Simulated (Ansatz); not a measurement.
From the elastic tensor of Al$_{4}$Co to moduli and sound speeds

The calculation used DFT PBE, scalar-relativistic, plane waves, PAW (Ansatz 0.2.0). Cutoff 420 eV, 14×14×14 k-points (Γ-centred), Gaussian smearing of 0.10 eV. No spin polarisation.

Space group I4/mmm (No. 139), tetragonal, a = 2.781 Å, c = 18.873 Å. Around Al on its first site lie 12 Al at 2.78–2.91 Å; around Al on its second site lie 4 Co at 2.47 Å and 9 Al at 2.78–3.00 Å; around Co lie 8 Al at 2.47 Å and 4 Co at 2.78 Å.

The cell was found from a proposed guess, not taken from experiment. In a metal, frequencies and elastic constants depend on the k mesh and the smearing, soft modes and shear constants most.

Relaxed-ion constants (GPa, on the Cartesian axes of the calculation):
```
230.5  33.9  54.0   0.0   0.0   0.0
 33.9 230.5  54.0   0.0   0.0   0.0
 54.1  54.1 180.8   0.0   0.0   0.0
  0.0   0.0   0.0  48.1   0.0   0.0
  0.0   0.0   0.0   0.0  48.1   0.0
  0.0   0.0   0.0   0.0   0.0  79.1
```

Density 3.796 g/cm³; 5 atoms in 73.00 Å³.

With S = C⁻¹: B_V = (C11+C22+C33+2(C12+C13+C23))/9, G_V = (C11+C22+C33−C12−C13−C23+3(C44+C55+C66))/15, 1/B_R = S11+S22+S33+2(S12+S13+S23), 15/G_R = 4(S11+S22+S33−S12−S13−S23)+3(S44+S55+S66); Hill is their mean. Then v_l = √((B+4G/3)/ρ), v_t = √(G/ρ), v_m = [(2/v_t³+1/v_l³)/3]^(−1/3) and Θ = (ħ/k_B)·v_m·(6π²n/V)^(1/3) for n atoms in the volume V; E = 9BG/(3B+G), ν = (3B−2G)/(2(3B+G)) and A^U = 5G_V/G_R + B_V/B_R − 6.

```
Bulk modulus, Voigt / Reuss / Hill          : 102.8 / 102.4 / 102.6 GPa
Shear modulus, Voigt / Reuss / Hill         : 68.4 / 63.2 / 65.8 GPa
Young's modulus                             : 163 GPa
Poisson ratio                               : 0.236
Pugh ratio B/G                              : 1.56 (under 1.75, the rule of thumb for brittle)
Universal anisotropy index                  : 0.41
Longitudinal and transverse sound speeds    : 7081 and 4163 m/s
Debye temperature from the mean sound speed : 562 K
```

The tensor satisfies the elastic stability conditions for a tetragonal crystal, and its anisotropy lies mainly in shear: the Voigt and Reuss bulk moduli almost coincide, while the shear moduli differ clearly. The lattice is stiffer within the basal plane than along c (C11 230.5 against C33 180.8 GPa), and C66 likewise exceeds C44. The likely reason is the layering. In-plane strain loads the Co–Al and Al-only layers in parallel, whereas stress along c or interlayer shear passes through them in series, so the softer aluminium regions take up more of the deformation. The short Co–Al contacts at 2.47 Å suggest hybridisation between Co 3d and Al sp states, which would stiffen the cobalt-containing layers. C12 lies well below C66, pointing to non-central, directional forces in the plane, but C13 slightly exceeds C44, so the brittle reading of the Pugh ratio is not supported uniformly. Elastic stability doesn't show that this simple stacking can compete with the structurally complex aluminium-rich cobalt aluminides known from experiment.
